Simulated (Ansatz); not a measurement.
A family of molecules: the atomisation energy (no zero-point term)

One atom is swapped for its congeners: C2H3ClF2 (1-chloro-1,1-difluoroethane) `CC(F)(F)Cl`; C2H3Cl2F (1,1-dichloro-1-fluoroethane) `CC(F)(Cl)Cl`; C2H3ClFI `CC(F)(Cl)I`. The Br member is missing. All are singlets with charge 0.

Shapes, held fixed at every level: PBE0-D4/def2-TZVP. Programs: Ansatz 0.2.0. Values in eV.

| level | C2H3ClF2 | C2H3Cl2F | C2H3ClFI |
| --- | --- | --- | --- |
| HF/def2-TZVPP | 22.11 | 20.73 | 19.57 |
| SPW92/def2-TZVPP | 36.96 | 34.88 | 33.62 |
| B3LYP-D4/def2-TZVPP | 30.99 | 29.25 | 28.16 |
| wB97M-V/def2-TZVPP | 31.34 | 29.65 | 28.36 |
| MP2/def2-TZVPP | 31.29 | 29.54 | 28.46 |
| CCSD(T)/def2-TZVPP | 30.32 | 28.61 | 27.53 |

At CCSD(T)/def2-TZVPP the atomisation energy falls at every step, from 30.32 to 27.53 eV. Every level shows the same order. For atoms past krypton def2 sets carry core potentials with scalar relativity. Correlated rows may include outer-core shells of I, which these sets cover unevenly. Spin-orbit coupling, which grows down the group, is left out (summed over each molecule's free atoms 0.08, 0.10, 0.37 eV).

Replacing one fluorine by chlorine and then iodine weakens the binding of the molecule as a whole, and the first substitution costs more than the second at every level, although the second skips a period. With the rest of the composition unchanged, the trend mainly reflects the carbon–halogen bond. Fluorine's compact 2p orbital and high electronegativity give a short, strongly polar bond, while the larger, more diffuse valence p orbitals of chlorine and iodine overlap less well with carbon and the bond loses polarity. Loss of the stabilising interaction between geminal fluorines probably adds to the first drop. The order already appears in Hartree–Fock, so it does not depend on electron correlation, though the total binding clearly does. Spin-orbit coupling would stabilise the free iodine atom most and so reinforce the order. The gap between CCSD(T) and the hybrid functionals is not a direct measure of functional error, since the coupled-cluster values probably still lie below their basis-set limit. Nor do these totals give individual bond dissociation energies, which also depend on the radical left behind.
